**Hand estimate of the phonon density of states of diamond silicon**

The table holds the share of phonon modes in 10 cm⁻¹ bins for diamond Si, from PBE linear response on a 4x4x4 q mesh with Ansatz 0.2.0. The program counts modes in spheres of wavevector space with sine dispersions for the acoustic branches, whose slopes come from half-way and zone-boundary frequencies of the same run, and spreads the flat branches as even boxes. It compares this rule with straight Debye branches and with other choices of the TA and LA ceilings, one of them fitted to the rows from 225 to 305 cm⁻¹. The rule lies within 11 % of the table from 25 to 105 and from 225 to 305 cm⁻¹, while Debye's law is 31 % low at 85 and 55 % low at 105 cm⁻¹. It gives only the mean level of the TA hump and fails for single bins from 325 cm⁻¹ upward, worst at 505 cm⁻¹. The sampling grain of 0.10 % per full star of wavevectors is printed beside the residuals.

Phonon density of states of diamond-structure silicon (2-atom cell), computed with Ansatz 0.2.0: scalar-relativistic PBE, plane waves and PAW, 420 eV cutoff, 12x12x12 k mesh, fixed occupations. Linear-response phonons on a 4x4x4 q mesh are interpolated through the force constants; each share is the percentage of all modes in a bin 10 cm⁻¹ wide.

## Numerical check

```python
# Table: share (%) of phonon modes per 10 cm^-1 bin, diamond Si, Ansatz 0.2.0, PBE, linear response, 4x4x4 q mesh.
# Tested: hand estimate by mode counting in spheres (sine dispersion) plus even boxes for the flat branches.
T = {
    'bin_centre': [5, 25, 45, 65, 85, 105, 125, 145, 165, 185, 205, 225, 245, 265, 285, 305, 325, 345, 365, 385, 405, 425, 445, 465, 485, 505],  # cm^-1
    'phonon_mode_share': [0.0, 0.03, 0.1, 0.25, 0.52, 1.21, 2.86, 4.14, 3.34, 2.69, 2.32, 0.32, 0.44, 0.62, 0.9, 1.35, 2.69, 1.08, 1.61, 1.84, 1.67, 1.32, 4.08, 9.74, 2.71, 0.12],  # %
}
import numpy as np
from scipy.constants import c as c0
from scipy.optimize import minimize_scalar
w = np.array(T['bin_centre'], float); y = np.array(T['phonon_mode_share'], float)
# typed from further outputs of the same run (cm^-1; volume in A^3/atom; share of modes left out)
vol, left = 20.45875, 6.25e-5
TAX, TAL, LAX, LAL = (126.67, 146.36), (94.70, 111.22), (235.37, 400.77), (225.06, 369.98)  # half way, boundary
TAtop, LOmin, TOmin, top, LA110 = 212.3, 344.56, 445.7, 502.62, 277.09
path = np.array([37.4, 72.7, 103.5, 126.7, 140.2, 145.4, 146.4, 146.4])  # TA, Gamma to X in 8 steps
a = (8*vol)**(1/3); qX, qL = 0.5, 3**0.5/4; qD = (3/np.pi)**(1/3); B = 100/6
sl_T = lambda p, q: p[1]*np.arcsin(p[0]/p[1])/q
def sl_L(p, q):
    th = np.arccos(p[1]/(2*p[0])); m = p[0]/np.sin(th); return m*th/q, m
s1, s2 = sl_T(TAX, qX), sl_T(TAL, qL); sT, mT = (s1+s2)/2, (TAX[1]+TAL[1])/2
(l1, m1), (l2, m2) = sl_L(LAX, qX), sl_L(LAL, qL); sL = (l1+l2)/2; mL = 2*sL*qD/np.pi
qs = lambda x, s, m: m/s*np.arcsin(np.clip(x/m, 0, 1))
N = lambda q: B*np.minimum(np.pi/3*q**3, 1)
box = lambda x, lo, hi: np.clip((x-lo)/(hi-lo), 0, 1)
def cum(x):
    n0 = 2*N(qs(np.minimum(x, TAL[1]), sT, mT)); nc = 2*N(qs(TAL[1], sT, mT))
    return n0+(2*B-nc)*box(x, TAL[1], TAtop)+N(qs(x, sL, mL))+B*box(x, LOmin, top)+2*B*box(x, TOmin, top)
binof = lambda f, x: f(x+5)-f(x-5)
rule = binof(cum, w); deb = binof(lambda x: 2*N(x/sT)+N(x/sL), w)
v = lambda s: c0*s*100*a*1e-10/1e3
print(f"a = {a:.3f} A, qD = {qD:.3f} (q in 2pi/a), one branch = {B:.2f} %, printed sum = {y.sum():.2f} %")
print(f"TA slope [100] {s1:.0f}, [111] {s2:.0f}, mean {sT:.0f} cm^-1 ({v(sT):.1f} km/s); ceiling {mT:.1f} cm^-1")
print(f"LA slope [100] {l1:.0f}, [111] {l2:.0f}, mean {sL:.0f} cm^-1 ({v(sL):.1f} km/s); ceiling 2 s qD/pi {mL:.1f} cm^-1")
fit = TAX[1]*np.sin(np.minimum(s1*np.arange(1, 9)/8/TAX[1], np.pi/2))
print(f"sine form against TA path Gamma-X: largest miss {abs(fit-path).max():.1f} cm^-1")
n = 3/left
print(f"sampled modes {n:.0f}; star of 48 = {4800/n:.2f} %; rounding 0.005 %; modes in bins 25, 45: {y[1]*n/100:.0f}, {y[2]*n/100:.0f}")
print("centre/cm^-1  table/%  rule/%  error/%  Debye/%  error/%")
for x, t, r, d in zip(w, y, rule, deb):
    e = f"{100*(r/t-1):+6.0f}" if t > 0 else "     -"
    dd = (f"{d:6.3f} " + (f"{100*(d/t-1):+5.0f}" if t > 0 else "    -")) if x <= 125 else ""
    print(f"{x:5.0f} {t:7.3f} {r:7.3f} {e}   {dd}")
out = []
for lo, hi in [(25, 105), (125, 205), (225, 305), (325, 425), (445, 505)]:
    k = (w >= lo) & (w <= hi); e = abs(rule[k]/y[k]-1)*100
    out.append(f"{lo}-{hi}: {np.median(e):.0f}/{e.max():.0f}")
print("median/worst error in %: " + ", ".join(out))
ex = lambda i, j: np.log(y[j]/y[i])/np.log(w[j]/w[i])
print(f"power of frequency: 25-45 {ex(1,2):.2f}, 25-65 {ex(1,3):.2f}, 85-105 {ex(4,5):.2f}")
for x in (85., 265.):
    tq = f"TA q {qs(x-5,sT,mT):.3f}-{qs(x+5,sT,mT):.3f}, " if x < 110 else ""
    la = binof(lambda z: N(qs(z, sL, mL)), x); r = rule[w == x][0]
    print(f"worked {x:.0f}: {tq}LA q {qs(x-5,sL,mL):.3f}-{qs(x+5,sL,mL):.3f}; TA {r-la:.3f} + LA {la:.3f} = {r:.3f} %")
k = (w >= 25) & (w <= 105); mA = 2*sT*qD/np.pi
alt = binof(lambda z: 2*N(qs(z, sT, mA))+N(qs(z, sL, mL)), w[k])
print(f"TA ceiling {mA:.0f} cm^-1 (Debye sphere), error % 25-105:", np.round(100*(alt/y[k]-1)).astype(int).tolist())
k = (w >= 225) & (w <= 305); g = lambda m: binof(lambda z: N(qs(z, sL, m)), w[k])
mf = minimize_scalar(lambda m: np.sum(np.log(g(m)/y[k])**2), bounds=(312, 600), method='bounded').x
for lab, m in [("fitted", mf), ("two-direction mean", (m1+m2)/2), ("straight line", 1e6)]:
    print(f"LA {lab}" + (f", ceiling {m:.0f} cm^-1" if m < 1e5 else "") + ", error % 225-305:", np.round(100*(g(m)/y[k]-1)).astype(int).tolist())
q = 0.5**0.5; mm = (m1+m2)/2
print(f"LA at q = 0.707: run along [110] {LA110:.0f}, two-direction form {mm*np.sin(sL*q/mm):.0f}, rule {mL*np.sin(sL*q/mL):.0f} cm^-1")
print("doubled printed sum / rule count in %: " + ", ".join(
    f"{lo}-{hi}: {2*y[(w > lo) & (w < hi)].sum():.1f}/{cum(float(hi))-cum(float(lo)):.1f}" for lo, hi in [(0, 215), (215, 435), (435, 515)]))
assert 1.8 < ex(1, 3) < 2.6 and ex(4, 5) > 3
assert y[w == 225][0] < 0.2*y[w == 205][0]
assert 30 < 2*y[w < 215].sum() < 38
assert w[np.argmax(y)] == 465
```

Output:

```
a = 5.470 A, qD = 0.985 (q in 2pi/a), one branch = 16.67 %, printed sum = 47.95 %
TA slope [100] 306, [111] 262, mean 284 cm^-1 (4.7 km/s); ceiling 128.8 cm^-1
LA slope [100] 496, [111] 553, mean 524 cm^-1 (8.6 km/s); ceiling 2 s qD/pi 328.7 cm^-1
sine form against TA path Gamma-X: largest miss 1.1 cm^-1
sampled modes 48000; star of 48 = 0.10 %; rounding 0.005 %; modes in bins 25, 45: 14, 48
centre/cm^-1  table/%  rule/%  error/%  Debye/%  error/%
    5   0.000   0.002      -    0.002     -
   25   0.030   0.032     +8    0.031    +4
   45   0.100   0.111    +11    0.100    +0
   65   0.250   0.263     +5    0.209   -16
   85   0.520   0.556     +7    0.357   -31
  105   1.210   1.251     +3    0.545   -55
  125   2.860   2.997     +5    0.772   -73
  145   4.140   3.024    -27   
  165   3.340   3.058     -8   
  185   2.690   3.103    +15   
  205   2.320   3.161    +36   
  225   0.320   0.306     -4   
  245   0.440   0.417     -5   
  265   0.620   0.585     -6   
  285   0.900   0.871     -3   
  305   1.350   1.504    +11   
  325   2.690   6.304   +134   
  345   1.080   0.574    -47   
  365   1.610   1.054    -35   
  385   1.840   1.054    -43   
  405   1.670   1.054    -37   
  425   1.320   1.054    -20   
  445   4.080   3.573    -12   
  465   9.740   6.911    -29   
  485   2.710   6.911   +155   
  505   0.120   1.811  +1409   
median/worst error in %: 25-105: 7/11, 125-205: 15/36, 225-305: 5/11, 325-425: 40/134, 445-505: 92/1409
power of frequency: 25-45 2.05, 25-65 2.22, 85-105 4.00
worked 85: TA q 0.304-0.351, LA q 0.154-0.174; TA 0.528 + LA 0.028 = 0.556 %
worked 265: LA q 0.572-0.604; TA 0.000 + LA 0.585 = 0.585 %
TA ceiling 178 cm^-1 (Debye sphere), error % 25-105: [6, 6, -6, -16, -37]
LA fitted, ceiling 330 cm^-1, error % 225-305: [-5, -6, -7, -5, 8]
LA two-direction mean, ceiling 422 cm^-1, error % 225-305: [-24, -31, -38, -46, -55]
LA straight line, error % 225-305: [-43, -50, -59, -67, -75]
LA at q = 0.707: run along [110] 277, two-direction form 325, rule 297 cm^-1
doubled printed sum / rule count in %: 0-215: 34.9/34.9, 215-435: 27.7/24.6, 435-515: 33.3/40.5
```
